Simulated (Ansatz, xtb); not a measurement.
# C5H5NSSi: which of two isomers lies lower

We compare X, `N#CC1=CC=C[SiH2]S1`, a singlet, with Y, `N#C[SiH2]c1cccs1`, a singlet. Both are isolated molecules in the gas phase, relaxed with PBE0-D3(BJ)/def2-SVP, each in the lowest conformer that the search found.

X (Å):

```yaml
atoms:
  - { symbol: C, position_ang: [-2.0049, 2.3075, 0.8864] }
  - { symbol: C, position_ang: [-0.9220, 1.3738, 0.8912] }
  - { symbol: C, position_ang: [-0.9659, 0.3041, 0.0515] }
  - { symbol: C, position_ang: [-0.0210, -0.7886, -0.0282] }
  - { symbol: C, position_ang: [1.2217, -0.8311, 0.5025] }
  - { symbol: N, position_ang: [-2.8795, 3.0695, 0.8902] }
  - { symbol: S, position_ang: [0.2962, 1.7629, 2.1074] }
  - { symbol: Si, position_ang: [1.9825, 0.6123, 1.3859] }
  - { symbol: H, position_ang: [-1.8436, 0.2421, -0.5968] }
  - { symbol: H, position_ang: [-0.3831, -1.6609, -0.5844] }
  - { symbol: H, position_ang: [1.7994, -1.7527, 0.3677] }
  - { symbol: H, position_ang: [2.7548, 0.2303, 2.6011] }
  - { symbol: H, position_ang: [2.8659, 1.4309, 0.4998] }
```

Y (Å):

```xyz
13

C    -2.5374   -0.2401    1.1440
C     0.3022    0.1639    0.4085
C     0.3407    1.2975    1.1965
C     1.6101    1.9338    1.2012
C     2.5243    1.2783    0.4170
N    -3.3824    0.2263    1.7867
S     1.8432   -0.1074   -0.3237
Si   -1.1516   -0.9529    0.1266
H    -0.9235   -2.3466    0.5983
H    -1.6090   -0.9797   -1.2901
H    -0.5248    1.6585    1.7559
H     1.8391    2.8406    1.7623
H     3.5667    1.5398    0.2365
```

Problem. Estimate E(Y) − E(X) at the level CCSD(T)/def2-SVP + ΔMP2/def2-TZVPP.

Solution. Calculated at CCSD(T)/def2-SVP + ΔMP2/def2-TZVPP: E(Y) − E(X) = −42.8 kJ/mol, so structure Y lies lower.

Level by level:

| level | geometry | E(Y) − E(X) (kJ/mol) | departure from the last row (kJ/mol) | job, with rough time for the two |
| --- | --- | --- | --- | --- |
| GFN2-xTB | GFN2-xTB | +45.7 | +88.4 | optimisation, 0.38 s |
| HF/STO-3G | GFN2-xTB | −74.2 | −31.4 | single point, 1.2 s |
| r2SCAN-D4/def2-SVP | GFN2-xTB | −26.3 | +16.5 | single point, 6.2 s |
| PBE0-D3(BJ)/def2-SVP | PBE0-D3(BJ)/def2-SVP | −20.8 | +22.0 | optimisation, 2.5 min |
| HF/def2-SVP | PBE0-D3(BJ)/def2-SVP | −24.7 | +18.1 | part of the CCSD(T) run |
| MP2/def2-SVP | PBE0-D3(BJ)/def2-SVP | −41.4 | +1.4 | part of the CCSD(T) run |
| CCSD(T)/def2-SVP | PBE0-D3(BJ)/def2-SVP | −26.0 | +16.8 | single point |
| CCSD(T)/def2-SVP + ΔMP2/def2-TZVPP | PBE0-D3(BJ)/def2-SVP | −42.8 |  | single point, 2.1 min |

As drawn, Y has 1 C–Si, 3 C∷C, 2 C∷S in place of 2 C–C, 2 C=C, 1 S–Si, 1 C–S (∷ is an aromatic bond). Structure X has a 6-membered ring, Y a 5-membered ring (with an aromatic ring).

GFN2-xTB puts the two in the other order. The largest departure from CCSD(T)/def2-SVP + ΔMP2/def2-TZVPP is that of GFN2-xTB, 88.4 kJ/mol. The last row adds to CCSD(T) the change of the MP2 difference between the two basis sets, here −16.8 kJ/mol, a large step that makes the value less sure.

With thermal terms from frequencies at re-optimised GFN2-xTB minima (ideal gas, soft modes damped towards free rotors, one conformer each, 298.15 K, 1 atm): the zero-point term adds −2.0 kJ/mol; ΔH is −44.2 and ΔG −46.2 kJ/mol.

The correlated steps freeze 16 core orbitals. Codes used: Ansatz 0.2.0, xtb 6.7.1; the last row on 2 threads of Intel(R) Xeon(R) Processor @ 2.70GHz on a shared host.

The thienylsilane Y is the lower isomer, and the likely main reason is the aromaticity of its thiophene ring, where a sulfur lone pair joins the π system. In X the SiH2 group interrupts cyclic conjugation, leaving a diene. This gain probably outweighs what Y gives up: the polar S–Si bond and the nitrile's conjugation with the carbon framework.

GFN2-xTB alone reverses the order. Its geometries are not the cause, since r2SCAN-D4 on the same structures favours Y, so the fault lies in its energy balance between the two bonding patterns. The closeness of MP2/def2-SVP to the final value is largely a cancellation: MP2 favours Y more than CCSD(T) does in the same basis, and the basis-set step then shifts the result by a similar amount. Thermal terms slightly reinforce the preference, with entropy favouring Y, as expected for a ring carrying a rotatable silyl group. Y need not be the most stable arrangement of its own skeleton, because silyl cyanides and isocyanides often lie close in energy.
